Choosing an indium amide for a process that must not oxidise it means deciding which candidate holds on best to its most loosely bound electron. The first guide is the HOMO, the energy of the highest occupied molecular orbital: the deeper it lies, the more energy it takes to pull an electron out. It does not settle how fast a molecule reacts, but it can sort a list before anything is ordered or computed. For the small fluoroindium amides below, a starting value and two corrections are enough to estimate it on paper.

Ansatz 0.2.0, wB97X-V/def2-TZVPP orbital energies at PBE0-D4/def2-TZVP geometries, with the def2 core potential on indium, for six fluoroindium molecules in the gas phase, in order of size. The bond columns count single bonds only, so the triple bond of the cyanide is not included under C-N.

```
                  SMILES     formula  heavy atoms  bonds In-F  bonds H-C  bonds C-N  bonds In-N  point group  HOMO (eV)  LUMO (eV)  gap (eV)
           C[NH][InH][F]     CH5FInN            4           1          3          1           1           Cs      -9.09       0.71      9.80
     [CH3][In]([F])[C]#N    C2H3FInN            5           1          3          0           0           Cs     -11.59      -0.28     11.31
       C[NH][In]([F])[F]    CH4F2InN            5           2          3          1           1           C1      -9.83      -0.07      9.76
     C[NH][In]([CH3])[F]    C2H7FInN            5           1          6          1           1           Cs      -8.94       1.14     10.08
CC(C)(C)[NH][In]([F])[F]  C4H10F2InN            8           2          9          1           1           C1      -9.82       0.04      9.86
C[CH](C)[In]([F])[N](C)C   C5H13FInN            8           1         13          2           1           C1      -8.40       1.03      9.43
```

The first question to ask of any row is where its highest electrons sit. Five of the six molecules are amides, with a nitrogen atom bound directly to indium. Such a nitrogen keeps a lone pair, two electrons that form no ordinary bond and are therefore held less tightly than bonding electrons. The calculation agrees with this picture: in the amides the HOMO stands 1.4 to 2.4 eV above the next filled level, as a lone pair should.

The sixth molecule, `[CH3][In]([F])[C]#N`, shows what happens when that lone pair is taken away. It is a cyanide bound to indium through carbon, so it contains nitrogen but no amide. Its HOMO lies at −11.59 eV, far below that of any amide, and only 0.7 eV above the next filled level. A rule for the amide lone pair has no business with this molecule, and the formula alone would not reveal the difference. One has to look at the bonds.

Within the amides, a neighbouring group can move the lone pair in two ways, best seen as limiting cases. In the first, the group changes only the electric potential around the nitrogen. Every electron on that atom then shifts by about the same energy, whether it sits in the lone pair or deep in the core. In the second, the group's own orbitals mix with the lone pair. The lone pair then moves, while the compact core level, which hardly overlaps with anything outside its atom, stays nearly where it was.

The nitrogen 1s level, the innermost level of that atom, can therefore tell the two cases apart. It takes no part in bonding and acts as a small probe of the potential at the nitrogen. If the HOMO and the 1s level move together, the shift is mainly electrostatic. If the HOMO moves alone, something has acted on the lone pair itself.

Fluorine comes close to the first limit. Replacing the hydrogen on indium in `C[NH][InH][F]` by a second fluorine lowers the HOMO by 0.74 eV, and the nitrogen 1s level falls by 0.80 eV. The lone pair and the core have moved almost as one. The numbers thus support a change of potential as the main cause of the fluorine step.

The direction of that step follows from simple electrostatics. Fluorine draws electrons away from indium and leaves it more positive. The indium atom lies about 2.0 Å from the nitrogen, while the fluorine that has gained the negative charge is roughly 3.5 Å away. An electron on nitrogen feels the nearer positive charge more strongly than the more distant negative one, so its energy falls. The two contributions partly cancel, so the shift is smaller than the positive charge alone would cause.

A second alkyl group on nitrogen comes closer to the other limit. An alkyl group has filled C–H and C–C bonding orbitals that lie below the lone pair. When two filled levels mix, the lower one is pushed down and the upper one up, and here the upper one is the lone pair. This is one reason why alkyl groups make amines easier to ionize; another is that their electrons shift towards the positive charge left behind. The mixing is carried over to the amides here by argument, since the orbitals themselves have not been taken apart.

The dimethylamide, `C[CH](C)[In]([F])[N](C)C`, behaves as this argument requires. Its HOMO lies 0.54 eV above that of `C[NH][In]([CH3])[F]`, yet its nitrogen 1s level lies slightly lower, by 0.12 eV. A uniform change of potential would have moved both levels the same way. Something has raised the lone pair in particular. Mixing with the second methyl group is the natural candidate, although the alkyl group on indium differs between the two molecules as well.

These two effects make up the rule. Let $n_F$ be the number of In–F bonds and $n_C$ the number of carbon groups on the amide nitrogen, which for these amides is the number in the column of C–N bonds. With energies in electronvolts, the estimate is

$$E_\mathrm{HOMO} \approx -9.0 - 0.8\,(n_F-1) + 0.7\,(n_C-1).$$

The starting value belongs to an amide with one fluorine on indium and one alkyl group on nitrogen. Each correction counts what has been added to that molecule.

The first two constants come from the table. A least-squares fit to the four amides that still carry a hydrogen on nitrogen gives a starting value of −9.02 eV and a shift of −0.81 eV for the second fluorine, and both were rounded to one decimal. The alkyl term comes from outside the table. It is the difference between the ionization energies of methylamine and dimethylamine, about 0.7 eV as a rough recalled figure. Using it here assumes that a second methyl group does much the same to an amide on indium as to a free amine.

Take `C[NH][In]([F])[F]` as the first example. It has two In–F bonds, so one fluorine correction applies, and one carbon group on nitrogen, so the alkyl correction is zero. The estimate is −9.0 − 0.8 = −9.8 eV, and the calculation gives −9.83 eV. This row helped to set the constants, so the agreement shows how the rule is used more than how far it can be trusted.

The dimethylamide is a fairer trial, because it had no part in the fit. It has one fluorine on indium, which the starting value already includes, and two methyl groups on nitrogen. The estimate is −9.0 + 0.7 = −8.3 eV, against −8.40 eV in the table. Without the alkyl term the estimate would have been too deep by 0.6 eV.

This trial has a weak point: the molecule also carries an isopropyl group on indium, which the rule ignores. The nitrogen 1s level helps to separate the two changes. In the four amides with an N–H bond, the distance from the 1s level up to the HOMO is the same to about 0.1 eV. In the dimethylamide it is 0.6 eV larger. Measuring from the core level removes most of what either group does through the potential alone, and what remains is close to the borrowed 0.7 eV. It does not exclude some mixing of the lone pair with the isopropyl group.

Over the five amides the largest error of the rule is 0.10 eV relative to the computed HOMO. Using their average for every one of them would err by up to 0.8 eV, so the two corrections earn their place. The small error flatters the rule, however, because four of the five rows set two of its constants. When each of those four is left out in turn and predicted from the other three, the typical miss is 0.11 eV. For a new molecule of the same kind, an allowance of 0.2 eV is more prudent.

Differences smaller than that should not decide a choice. Putting a methyl group in place of the hydrogen on indium raises the HOMO by 0.15 eV, which looks like a small alkyl effect. But the two molecules also differ in shape: the methyl group on nitrogen lies on the same side as the fluorine in one and on the opposite side in the other. The notes supplied with the data also flag a small imaginary vibration for the methyl compound, as they do for the cyanide. Such a flag means that the geometry may not be a true minimum, but the runs used here are single-point calculations without vibrational frequencies and cannot confirm it. The rule leaves the step from hydrogen to methyl on indium out, and a reader ranking candidates should do the same.

The size of the alkyl group on nitrogen does not enter the rule either. In the pair with two fluorines, replacing methyl by the much bulkier tert-butyl changes the HOMO by only 0.01 eV. For that pair it is enough to count the groups attached to nitrogen and ignore the carbon atoms farther out. One pair, each molecule in a single conformation that need not be its lowest, is thin support for a general law. In free amines a bulkier alkyl group does make ionization easier, so an amide with large groups on nitrogen deserves a wider allowance than this pair suggests.

The starting value belongs to the method as much as to the molecules. The same six molecules treated with B3LYP form a neighbouring series in which every HOMO lies higher, by 2.5 to 2.6 eV. The main reason is that B3LYP contains only a fraction of exact exchange, so an electron is not fully freed from repelling itself and appears too weakly bound. The method used in the table restores full exchange at long range, which brings the HOMO closer to minus the ionization energy. Values from the two methods must therefore never be mixed in one ranking.

The fluorine step, by contrast, survives the change of method. In B3LYP the second fluorine again lowers the HOMO of the methylamide by 0.74 eV. An error that is nearly the same for every lone pair drops out when two of them are compared. With the starting value raised to about −6.4 eV, the rule also meets the B3LYP values of all five amides within the allowance of 0.2 eV, the dimethylamide least closely.

It is tempting to stretch the rule to the gap, the distance from the HOMO up to the LUMO, the lowest empty orbital. In the table the second fluorine lowers both levels of the methylamide by similar amounts, and the gap shrinks by only 0.04 eV. In B3LYP the same step shrinks it by 0.52 eV. The HOMO moves equally in both methods, so the disagreement comes from the empty level. In the table this level lies near or above zero for the amides, where it also depends on the basis set. A statement that fluorine leaves the gap alone would describe one method and not the molecules.

The rule therefore serves best for ranking amides with one or two fluorines on indium and one or two alkyl groups on nitrogen. It places the difluoride of the first example 1.5 eV below the dimethylamide, and the table gives 9.83 − 8.40 = 1.43 eV. If resistance to losing an electron is what counts, that difference is large enough to act on. For a molecule with two fluorines and two alkyl groups on nitrogen, the rule takes both shifts at full size, and that they simply add is an assumption. All of this holds for single molecules in the gas phase. Small indium amides often pair up, with the nitrogen using its lone pair to bind a second indium atom, and then the rule no longer applies.
